**Q.** The overlap between hole and electron orbitals is only about 0.3 in all eight states. Are these charge-transfer states, with the electron moved from one end of the molecule to the other?

Lowest eight vertical singlet excitations of gas-phase 2,2-difluorobutane (CH₃CF₂CH₂CH₃), from PySCF 2.14.0 with full linear-response TDDFT at the CAM-B3LYP/def2-TZVPD level, density fitting and a frozen core, at the PBE0-D3(BJ)/def2-SVP geometry. Exciton size is the root-mean-square electron–hole distance; lambda is the spatial overlap of the orbital pairs.

| row | singlet energy (eV) | singlet oscillator strength | singlet exciton size (Å) | singlet orbital overlap lambda | singlet main from | singlet main to |
| --- | --- | --- | --- | --- | --- | --- |
| 1 | 8.730 | 0.010 | 3.750 | 0.300 | HOMO | LUMO |
| 2 | 9.240 | 0.002 | 3.400 | 0.310 | HOMO-1 | LUMO |
| 3 | 9.480 | 0.045 | 3.820 | 0.280 | HOMO | LUMO+1 |
| 4 | 9.580 | 0.007 | 3.910 | 0.290 | HOMO | LUMO+2 |
| 5 | 9.860 | 0.012 | 3.730 | 0.260 | HOMO | LUMO+3 |
| 6 | 9.960 | 0.022 | 3.540 | 0.280 | HOMO-2 | LUMO |
| 7 | 10.040 | 0.079 | 3.520 | 0.280 | HOMO-1 | LUMO+2 |
| 8 | 10.140 | 0.006 | 3.440 | 0.310 | HOMO | LUMO+5 |

**A.** Low overlap alone can't tell you that. The "singlet orbital overlap lambda" compares the magnitudes of the orbitals that the electron leaves and enters, and it runs from 0 to 1. It is small when the two orbitals sit in different places. It is also small when they share a centre but one is much more spread out, because then little of the wide orbital lies where the compact one is.

The same calculation tells the two cases apart. The centres of hole and electron are less than 1 Å apart in every state, while the electron cloud is about twice as wide as the hole. So the electron hasn't moved to another part of the molecule; it has mostly swollen around it. Such states are called Rydberg-like: a positively charged molecular core with a loosely held electron around it.

**Q.** But the exciton size is 3.4 to 3.9 Å. Doesn't that mean that the charges are separated by that distance?

**A.** It is the root-mean-square distance between hole and electron, which isn't the distance between their centres. Picture a small ball at the middle of a large balloon: the centres coincide, yet a typical point of the balloon is far from the ball. State 8 comes close to this picture. Its centres are only 0.15 Å apart, but its exciton size is 3.44 Å. Here the size is mainly a measure of how diffuse the electron is.

**Q.** State 1 is mainly HOMO to LUMO, and the gap between these orbitals is 11.48 eV. Why does the excitation cost only 8.73 eV?

**A.** Because the orbital gap describes a different process. In a calculation with much exact exchange, the energy of an empty orbital is roughly that of an extra electron added to the neutral molecule. The LUMO lies about 0.8 eV above zero, so that extra electron wouldn't be bound. An excited electron is better off, since it has left a positive hole behind and is attracted to it.

The response equations contain this attraction. For a state made mostly of one orbital pair, the excitation energy is the orbital gap, less the part of the Coulomb attraction between hole and electron that exact exchange supplies, plus terms that depend on the product of the two orbitals. Theory suggests that these last terms are modest here, because the overlap is low. That leaves a simple estimate:

$$E \approx \Delta\varepsilon - k\,\frac{e^2}{d}$$

Here $E$ is the excitation energy, $\Delta\varepsilon$ the gap between the main orbitals, $d$ the exciton size and $e^2$ the Coulomb constant, 14.4 eV Å. The factor $k$ is one number for all states. It has no simple meaning of its own: the functional includes only part of the exact exchange, which lowers $k$, while the average of one over the distance is larger than one over the root-mean-square distance, which raises it.

**Q.** Can you show me that it does something useful? State 2 takes its electron from HOMO-1 instead of HOMO.

**A.** That is a good case, because the main electron orbital is the LUMO in both states. Going from state 1 to state 2 widens the orbital gap by 0.75 eV, but the excitation energy rises by only 0.51 eV. Something gives back about a quarter of an electronvolt, and the exciton size suggests what it is. It shrinks from 3.75 to 3.40 Å, so the hole attracts the electron more strongly.

Now put in the fitted factor, $k = 0.712$. The attraction is $0.712 \times 14.4/3.75 = 2.73$ eV in state 1 and $0.712 \times 14.4/3.40 = 3.02$ eV in state 2.

The gain is 0.28 eV before rounding, so the estimated rise is $0.75 - 0.28 = 0.47$ eV. This is within 0.04 eV of the computed rise. Both states were part of the fit, so the agreement illustrates the idea but isn't an independent prediction.

The orbitals explain part of the change in size. HOMO-1 sits mainly on the two ethyl carbons, and much of the excited electron's cloud is at that end too. The HOMO reaches further over the CF₂ group. In state 2 the hole is therefore narrower, and its centre lies closer to that of the electron. The larger part of the change comes from the electron cloud itself, which is narrower in state 2. The main electron orbital is the same in both states, so this difference must come from the other orbitals that mix in. The estimate counts only the gap of the main pair, so any orbital energy that this mixing costs is left to the fitted factor.

**Q.** Does this work for the other states, or did you choose a convenient pair?

**A.** I fitted the single factor to states 1–4, 6 and 7, the ones with known orbital gaps. The typical miss is 0.03 eV, against 0.14 eV if every state is given the same attraction. State 3 fits worst, with an estimate about 0.05 eV too low. The printed output after this text shows the comparison row by row.

There is a simpler reading that comes fairly close: one attraction for holes in the HOMO and another for deeper holes. It misses by 0.05 eV, although it uses two constants. Six states in two groups favour the size explanation, but they can't settle the matter. The lesson to carry over is qualitative: a deeper hole raises the excitation energy by less than the orbital energies suggest if the exciton is also smaller.

**Q.** If the overlap is so similar throughout, why is state 7 much brighter than state 4? Both go mainly to LUMO+2.

**A.** Brightness, measured by the oscillator strength, depends on the excitation energy times the square of the transition dipole. The energies of these two states differ by only 5%, but the squared dipole is about 11 times larger in state 7. The overlaps are 0.28 and 0.29, so they give no hint of this contrast.

The reason is that overlap ignores signs and the transition dipole doesn't. To get the dipole, you multiply the two orbitals by each other and by position, then add up over space. Positive and negative regions may cancel, even when the orbitals overlap in magnitude. Different orbital pairs within one state can also add or cancel, and state 7 has a noticeable second contribution, from HOMO-1 to LUMO+1. The results don't separate its share, so I wouldn't credit the brightness to one orbital pair.

**Q.** What would happen if I chose a functional with less exact exchange at long range?

**A.** Two things would change together. The attraction between hole and electron would weaken, which by itself raises the excitation energy. The orbital gap would also narrow, which lowers it. You can't keep the gaps of this calculation and change only $k$.

For diffuse states, the narrowing of the gap usually wins. As the electron cloud grows, the calculated excitation energies approach the energy needed to remove the electron altogether, which in this kind of calculation is minus the energy of the orbital it leaves. With less long-range exact exchange that limit is usually too low, and it pulls the Rydberg states down with it. This is a general tendency of the method, not something that one functional can show. CAM-B3LYP keeps 65% of the exact exchange at long range, so it reduces this fault without removing it.

**Q.** Then which digits should I believe?

**A.** Use the second decimal to follow the arithmetic of this calculation, not to predict a spectrum. State 1 lies 0.51 eV below the next state, so its place at the bottom is fairly secure. States 3 and 4 are only 0.10 eV apart, and the steps from state 5 up to state 8 are no larger. I wouldn't defend the order within either group.

The basis set matters especially here, because these electrons reach far out. More diffuse functions would give them more room and would probably lower some states more than others. They would also shift the empty orbitals, which lie above zero here, so the orbital gaps and the fitted $k$ belong to this basis set. A label can mislead as well: state 8 is called HOMO to LUMO+5, but that pair makes up only about a third of it. What I would trust most is the overall picture of a wide electron cloud around a compact hole, since it appears in all eight states and doesn't depend on their exact order.

Output of the analysis:

```
Shape of the states:
  row  electron spread (angstrom)  electron spread over hole spread  centre separation (angstrom)  electron shift to positive end of ground dipole (angstrom)  squared transition dipole (au)
    1                        3.36                             1.846                         0.981                                                      0.9554                         0.04824
    2                       3.097                             1.895                         0.676                                                      0.6142                        0.009319
    3                        3.79                             1.992                         0.621                                                      0.5719                          0.1923
    4                       3.546                             1.956                         0.876                                                      0.8664                         0.02839
    5                       3.518                             1.964                         0.412                                                     -0.2656                         0.04769
    6                       3.198                             1.938                         0.795                                                      0.7159                         0.09029
    7                       3.412                             2.047                          0.38                                                      0.3574                           0.323
    8                       3.303                              1.79                         0.154                                                     0.09956                         0.02617
Energies in eV (zero in rows 5 and 8 means not available):
  row  orbital gap  gap less excitation energy  size model less computed energy  step from state below
    1        11.48                       2.754                          0.01992                    n/a
    2        12.24                       2.998                         -0.01723                   0.51
    3        12.11                        2.63                         -0.05388                   0.24
    4        12.23                       2.652                           0.0297                    0.1
    5            0                           0                                0                   0.28
    6        12.84                       2.885                         -0.01147                    0.1
    7        12.99                       2.946                          0.03347                   0.08
    8            0                           0                                0                    0.1
Fitted factor before e2 over exciton size (no unit): 0.712
Rms miss of the size model with one constant (eV): 0.03091
Rms miss of a constant attraction (eV): 0.1415
Rms miss of two constants by hole type (eV): 0.05034
Leave-one-out rms miss of the size model (eV): 0.03676
Leave-one-out rms miss of two constants by hole type (eV): 0.07551
Excitation energy of row 2 less row 1 (eV): 0.51
Orbital gap of row 2 less row 1 (eV): 0.7543
Size model for row 2 less row 1 (eV): 0.4729
Squared transition dipole of row 7 over row 4 (ratio): 11.38
Excitation energy of row 7 over row 4 (ratio): 1.048
```
